**Estimating the 4d spin-orbit splitting of 3+ and 4+ ions by hand**

The splitting Δ = ε(4d5/2) − ε(4d3/2) is the difference of two one-electron eigenvalues ε of a spherical Dirac Kohn-Sham (LDA) ion with nuclear charge Z and ionic charge q. Its n_d = Z − 36 − q electrons outside the [Kr] core are shared 4:6 between the two levels, hence the fractional occupations. The two levels are the j components of one partly filled shell in one spherical potential, so Δ measures spin-orbit coupling and is neither an optical gap nor a spacing of terms. Subtracting the eigenvalues gives Δ to 0.001 eV, one digit more than the difference column. ⟨r⟩ below is the 4:6 average of the two mean radii.

Spherical 3+ and 4+ ions of 4d elements from Nb to Cd, computed with Quantum ESPRESSO ld1.x 7.5: all-electron Dirac Kohn-Sham, LDA (Slater exchange, VWN5 correlation), no spin polarisation, point nucleus. The 4d electrons are shared between 4d3/2 and 4d5/2 in proportion to 2j + 1. Eigenvalues are negative for bound levels.

| species | Z | charge (e) | electrons | configuration | eigenvalue (4d3/2) (eV) | eigenvalue (4d5/2) (eV) | mean radius (4d3/2) (bohr) | mean radius (4d5/2) (bohr) | ε(4d5/2) − ε(4d3/2) (eV) |
| --- | --- | --- | --- | --- | --- | --- | --- | --- | --- |
| Nb3+ | 41 | 3 | 38 | [Kr] (4d3/2)0.8 (4d5/2)1.2 | -30.934 | -30.698 | 1.7060 | 1.7178 | 0.24 |
| Mo3+ | 42 | 3 | 39 | [Kr] (4d3/2)1.2 (4d5/2)1.8 | -33.286 | -32.996 | 1.6026 | 1.6147 | 0.29 |
| Ru3+ | 44 | 3 | 41 | [Kr] (4d3/2)2 (4d5/2)3 | -37.819 | -37.400 | 1.4329 | 1.4456 | 0.42 |
| Rh3+ | 45 | 3 | 42 | [Kr] (4d3/2)2.4 (4d5/2)3.6 | -40.028 | -39.532 | 1.3624 | 1.3753 | 0.50 |
| Pd3+ | 46 | 3 | 43 | [Kr] (4d3/2)2.8 (4d5/2)4.2 | -42.212 | -41.630 | 1.2992 | 1.3125 | 0.58 |
| Cd3+ | 48 | 3 | 45 | [Kr] (4d3/2)3.6 (4d5/2)5.4 | -46.526 | -45.745 | 1.1906 | 1.2045 | 0.78 |
| Mo4+ | 42 | 4 | 38 | [Kr] (4d3/2)0.8 (4d5/2)1.2 | -46.687 | -46.358 | 1.5121 | 1.5221 | 0.33 |
| Tc4+ | 43 | 4 | 39 | [Kr] (4d3/2)1.2 (4d5/2)1.8 | -49.545 | -49.154 | 1.4341 | 1.4444 | 0.39 |
| Ru4+ | 44 | 4 | 40 | [Kr] (4d3/2)1.6 (4d5/2)2.4 | -52.349 | -51.886 | 1.3643 | 1.3749 | 0.46 |
| Pd4+ | 46 | 4 | 42 | [Kr] (4d3/2)2.4 (4d5/2)3.6 | -57.840 | -57.208 | 1.2448 | 1.2560 | 0.63 |
| Ag4+ | 47 | 4 | 43 | [Kr] (4d3/2)2.8 (4d5/2)4.2 | -60.543 | -59.812 | 1.1932 | 1.2048 | 0.73 |
| Cd4+ | 48 | 4 | 44 | [Kr] (4d3/2)3.2 (4d5/2)4.8 | -63.225 | -62.387 | 1.1461 | 1.1579 | 0.84 |

**What happens.** Δ rises with Z in both series, from 0.236 eV (Nb3+) to 0.781 eV (Cd3+), a factor of 3.3 where Z⁴ gives 1.9. For the four elements present in both charges, 4+ lies above 3+, by 13 % for Mo falling to 7 % for Cd.

**The rule.** The coupling is ξ(r) l·s with ξ = (α²/2)(1/r) dV/dr in atomic units, V being the potential energy and α the fine-structure constant. The levels j = l ± 1/2 separate by ζ(l + 1/2), with ζ the radial average of ξ, so ζ = 2Δ/5 for a d shell. For V = −Z′/r, ξ = α²Z′/(2r³) and ⟨r⁻³⟩ = Z′³/[n³ l(l + 1/2)(l + 1)]. With Z′ = Z − σ and Ry the Rydberg energy,

Δ = Ry α² (Z − σ)⁴ / [n³ l(l + 1)] = 1.887 × 10⁻⁶ eV × (Z − σ)⁴ for 4d (denominator 384).

Solving each row for the screening constant σ gives 21.6 to 22.6. The averages over the six rows of each charge, rounded, are the two parameters: **σ = 22.4 for 3+ and 21.9 for 4+**. The steepness follows: with σ fixed, d ln Δ/d ln Z = 4Z/(Z − σ), about 8, since each added proton counts against some twenty effective charges rather than forty-odd. The fitted exponents, 7.6 and 7.0, are somewhat lower because σ creeps up along each series.

**Two rows worked**, both part of the averages. For Ru3+, Z − σ = 44 − 22.4 = 21.6 and 21.6⁴ = 217678, so Δ = 0.411 eV against −37.400 − (−37.819) = 0.419 eV, 2 % low; ζ = 0.16 eV. For Cd4+, 26.1⁴ = 464047 gives 0.876 eV against 0.838 eV, 4.5 % high.

**Accuracy.** Relative to the computed Δ the rms error is 3.5 % and the worst row is Mo4+, 6.4 % low. The error is systematic, far above the rounding of at most 0.4 %: in each series it runs steadily from too low at the light end to too high at the heavy end. A least-squares drift over all twelve rows, σ = 22.33 + 0.080(n_d − 5) − 0.47(q − 3), cuts the rms to 1.0 % (worst Nb3+, 2.3 % high); for Cd4+ it gives σ = 22.10 and 0.849 eV. These coefficients only describe the rows, because n_d, q and Z are tied together. A three-parameter power law in Z does less well (1.9 %). The form 0.0277 eV bohr³ × Z/⟨r⟩³ beats the two-σ rule with a single parameter (2.7 %) but needs the computed radius and errs by charge, low for every 3+ ion and high for every 4+ ion. All models are listed row by row in the output after this text.

**Why σ is near 22, and what it is not.** Theory says that ξ weights the steep potential at small r, so Δ is set by the inner lobe of the 4d orbital, deep inside the 36 core electrons, and by how much amplitude the orbital keeps there; ⟨r⟩ is set by the outer lobe. The numbers agree: the hydrogenic radius ⟨r⟩ = 21/Z′ implies a screening of 28 to 30.5, and that charge makes Δ too small by a factor of 4.0 to 5.5, while bare Z makes it 12 to 23 times too large. A screening constant taken from size must therefore not be reused here. Nor is σ an electron count: Nb3+ and Mo4+ both have 38 electrons, yet σ is 22.19 and 21.57. It absorbs the non-hydrogenic shape, whatever LDA self-interaction does to the orbital, and higher-order Dirac terms. None of them is separated here, though the Dirac terms should be minor, of relative order ((Z − σ)α)², 0.019 to 0.035.

Removing a 4d electron relieves outer screening and contracts the orbital, which by normalisation raises the inner amplitude. For Mo, ⟨r⟩ shrinks by 5.7 %; uniform scaling would raise r⁻³ by 1/0.943³, or 19 %, more than the 13 % seen. This fits a contraction mostly of the outer lobe, an argument that was not tested directly. The same runs show that the inner potential hardly changes: the 3d splitting of Cd goes from 6.984 to 6.989 eV.

**Neighbouring shells.** For the filled 3d shell (denominator 162) the five ions checked give σ = 12.6 throughout, since added 4d electrons lie outside it; 4p (denominator 128) gives 15.7 to 15.9. For 4d itself, one more electron at fixed Z raises σ by 0.45 to 0.63, while one more proton at fixed electron count lowers it, by 0.62 from Nb3+ to Mo4+ and by 0.38 from Pd3+ to Ag4+; the drift along a series is the small remainder of these two opposing changes. Whether open 3d and 5d ions drift alike was not tested; their splittings are smaller and larger respectively, by factors these runs do not give. Each needs its own σ, and for 5d the first-order formula is more strained by higher-order and indirect relativistic effects.

**What to do.** Use the two-σ rule for 3+ ions from Nb to Cd and 4+ ions from Mo to Cd, gaps such as Tc3+ included, and expect errors up to about 6 %; use the drift where that is too coarse, minding that it was fitted to these same rows and is weakest at the ends of the range (2.3 % for Nb3+, 1.3 % for Cd4+). An error of 0.1 in σ costs 1.5 to 2.1 %. Calibrate mid-series: σ from Mo4+ alone overshoots Cd4+ by 10 %. Two charges cannot establish a linear dependence on q, so the q term should not be carried to neutral or highly charged atoms. The target is this calculation, without Breit or QED terms, not a measurement. Zero spin is imposed, so the smooth passage through d⁵ is partly built in; in a Hund state the two spin channels have different radii. Real fine structure requires converting ζ to the constant ±ζ/2S of the Hund ground term with total spin S (plus below and minus above half filling; at half filling that term has L = 0 and no first-order splitting), and in a compound covalency and the crystal field change the observable effect.

Numerical output:

```
Ry*alpha^2 = 7.2452e-04 eV; 4d prefactor (/384) = 1.8868e-06 eV
rounding of splitting 0.001 eV = 0.12 to 0.42 %, up to 0.020 in sigma
A: sigma 22.1; B: sigma 22.4 (3+), 21.9 (4+)
C: sigma = 22.33 +0.080(nd-5) -0.47(q-3)
D: 0.413 eV*(Z/44)^7.34*1.106^(q-3); E: C = 0.0277 eV bohr^3 (hydrogenic 0.0175)
ion nd split/eV Z-sigma sigma 21/r sigma_r | B/eV | error % of A B C D E
Nb3+ 2 0.236 18.81 22.19 12.26 28.74 | 0.226 |  +2.0  -4.3  +2.3  +4.1  -4.1
Mo3+ 3 0.290 19.80 22.20 13.04 28.96 | 0.278 |  +2.0  -4.0  +0.7  +1.1  -3.7
Ru3+ 5 0.419 21.71 22.29 14.58 29.42 | 0.411 |  +3.6  -2.0  -0.6  -1.5  -2.5
Rh3+ 6 0.496 22.64 22.36 15.33 29.67 | 0.492 |  +4.6  -0.8  -0.9  -1.9  -2.1
Pd3+ 7 0.582 23.57 22.43 16.07 29.93 | 0.585 |  +5.8  +0.6  -0.9  -1.8  -1.8
Cd3+ 9 0.781 25.36 22.64 17.52 30.48 | 0.810 |  +8.7  +3.8  -0.2  +0.1  -1.0
Mo4+ 2 0.329 20.43 21.57 13.83 28.17 | 0.308 | -10.1  -6.4  -1.0  -1.4  +1.3
Tc4+ 3 0.391 21.34 21.66 14.58 28.42 | 0.374 |  -7.9  -4.4  -0.6  -1.4  +2.1
Ru4+ 4 0.463 22.26 21.74 15.32 28.68 | 0.450 |  -6.3  -2.8  -0.6  -1.5  +2.4
Pd4+ 6 0.632 24.06 21.94 16.78 29.22 | 0.636 |  -2.6  +0.7  +0.1  +0.0  +3.0
Ag4+ 7 0.731 24.95 22.05 17.50 29.50 | 0.749 |  -0.8  +2.4  +0.5  +1.3  +3.2
Cd4+ 8 0.838 25.82 22.18 18.21 29.79 | 0.876 |  +1.3  +4.5  +1.3  +3.1  +3.6
A one sigma: rms 5.5 %, worst Mo4+ -10.1 %
B sigma per charge: rms 3.5 %, worst Mo4+ -6.4 %
C drifting sigma: rms 1.0 %, worst Nb3+ +2.3 %
D power law: rms 1.9 %, worst Nb3+ +4.1 %
E C*Z/r^3: rms 2.7 %, worst Nb3+ -4.1 %
worked Ru3+: Z-sigma 21.6, ^4 = 217678, estimate 0.411 eV, table 0.419 eV, zeta=2/5 split 0.164 vs 0.168 eV
worked Cd4+: Z-sigma 26.1, ^4 = 464047, estimate 0.876 eV, table 0.838 eV, zeta=2/5 split 0.350 vs 0.335 eV
3+: exponent in Z 7.61; 4Z/(Z-sigma) 8.7 to 7.6; split x3.31, Z^4 x1.88
   sigma from Nb3+ alone predicts Cd3+ with error +7.1 %
4+: exponent in Z 7.01; 4Z/(Z-sigma) 8.2 to 7.4; split x2.55, Z^4 x1.71
   sigma from Mo4+ alone predicts Cd4+ with error +9.9 %
Mo 3+ to 4+: split +0.039 eV (+13.4 %), sigma -0.63, <r> -5.7 %
Ru 3+ to 4+: split +0.044 eV (+10.5 %), sigma -0.55, <r> -4.8 %
Pd 3+ to 4+: split +0.050 eV (+8.6 %), sigma -0.49, <r> -4.3 %
Cd 3+ to 4+: split +0.057 eV (+7.3 %), sigma -0.45, <r> -3.8 %
bare Z too large by x12.0 to x22.6; charge 21/<r> too small by x4.0 to x5.5
error of 0.1 in sigma changes split by 1.5 to 2.1 %; ((Z-sigma)*alpha)^2 0.019 to 0.035
Nb3+: 3d split 2.892 eV sigma 12.64; 4p split 2.232 eV sigma 15.94
Mo3+: 3d split 3.325 eV sigma 12.64; 4p split 2.628 eV sigma 15.90
Mo4+: 3d split 3.329 eV sigma 12.63; 4p split 2.713 eV sigma 15.69
Cd3+: 3d split 6.984 eV sigma 12.65; 4p split 5.984 eV sigma 15.93
Cd4+: 3d split 6.989 eV sigma 12.64; 4p split 6.098 eV sigma 15.78
```
